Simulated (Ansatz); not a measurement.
## SnO2: the change of pressure and energy less free atoms with volume scale

Results calculated with Ansatz 0.2.0, not measured. Periodic Kohn-Sham DFT of a crystal at fixed atoms, scaled to volume_scale times the given cell; pressure positive in compression, energy less spherical unpolarised free atoms, largest_vzz the field gradient of largest size among the nuclei.

The cell before it is scaled or strained (space group P4_2/mnm, No. 136):
```
CELL_PARAMETERS angstrom
4.73730 0.00000 0.00000
0.00000 4.73730 0.00000
0.00000 0.00000 3.18640
ATOMIC_POSITIONS crystal
Sn 0.00000 0.00000 0.00000
Sn 0.50000 0.50000 0.50000
O 0.30562 0.30562 0.00000
O 0.19438 0.80562 0.50000
O 0.69438 0.69438 0.00000
O 0.80562 0.19438 0.50000
```

Settings of every row: method all-electron LAPW; functional LDA; relativity scalar; k mesh 4x4x6; filling fermi-dirac; smearing width 0.03 eV; basis error target 1 meV/atom; nucleus gaussian.

Atom start moment: 0 on all atoms.

| row | volume scale | V (Å³/atom) | pressure (GPa) | energy less free atoms (eV/atom) |
| --- | --- | --- | --- | --- |
| 1 | 0.94 | 11.203 | 14.278 | -7.0348 |
| 2 | 0.96 | 11.441 | 8.62 | -7.0517 |
| 3 | 0.98 | 11.68 | 3.579 | -7.0607 |
| 4 | 0.99 | 11.8 | ? | ? |
| 5 | 1 | 11.918 | -0.911 | -7.0627 |
| 6 | 1.01 | 12.038 | -2.967 | -7.0612 |
| 7 | 1.02 | 12.157 | -4.907 | -7.0583 |
| 8 | 1.04 | 12.395 | -8.46 | -7.0483 |
| 9 | 1.06 | 12.633 | -11.616 | -7.0333 |

Question: what pressure and energy less free atoms should row 4 give?

Worked fit of pressure. Take u = (V_r/V)^(2/3) − 1 with V_r = 11.978 Å³ an atom, which is twice the finite (Eulerian) strain; such expansions in the strain, on which the Birch-Murnaghan equation of state is built, carry the rest volume and the bulk modulus. The shown rows have u = 0.0456, 0.03105, 0.01694, 0.00335, -0.00333, -0.00984, -0.02256, -0.03487. Least squares give pressure = −1.9529 + 309.578 × u + 967.27 × u² + 1072 × u³ GPa; a parabola predicts inner rows, each left out in turn, worse (root mean square 0.018 against 0.0071 GPa). The rows lie off it by 0.001, -0.004, 0.005, -0.006, 0.006, 0.000, -0.003, 0.001 (root mean square 0.0039 GPa). The pressure vanishes at u = 0.0062, or V = 11.87 Å³ an atom, and there the bulk modulus at fixed shape and fractions is B = −V dP/dV = (2/3)(1 + u) dP/du = 216 GPa. Letting shape and atoms relax would as a rule lower it, by much in layered, chain or molecular crystals. The withheld row has u = 0.01003, so the fit gives −1.9529 + 309.578 × (0.01003) + 967.27 × (0.01003)² + 1072 × (0.01003)³ = 1.251 GPa.

The calculation gave 1.269 GPa. The fit lies 0.018 GPa (1.4 % of the value, 0.07 % of the column's range) below it; its largest miss of a shown row is 0.006 GPa.

Worked fit of energy less free atoms. Take u = (V_r/V)^(2/3) − 1 with V_r = 11.978 Å³ an atom, which is twice the finite (Eulerian) strain; such expansions in the strain, on which the Birch-Murnaghan equation of state is built, carry the rest volume and the bulk modulus. The shown rows have u = 0.0456, 0.03105, 0.01694, 0.00335, -0.00333, -0.00984, -0.02256, -0.03487. Least squares give energy less free atoms = −7.06214 − 0.2173 × u + 17.672 × u² + 5.3 × u³ eV/atom; a parabola predicts inner rows, each left out in turn, worse (root mean square 8.8e-05 against 2.8e-05 eV/atom). All shown rows lie on it to the printed digit. Its lowest point lies at u = 0.0061, or V = 11.87 Å³ an atom, and the curvature there gives the bulk modulus at fixed shape and fractions, B = (4/9)(1 + u)² E″(u)/V = 216 GPa. Letting shape and atoms relax would as a rule lower it, by much in layered, chain or molecular crystals. The withheld row has u = 0.01003, so the fit gives −7.06214 − 0.2173 × (0.01003) + 17.672 × (0.01003)² + 5.3 × (0.01003)³ = -7.0625 eV/atom.

The calculation gave -7.0625 eV/atom. The fit meets it to the printed digit.
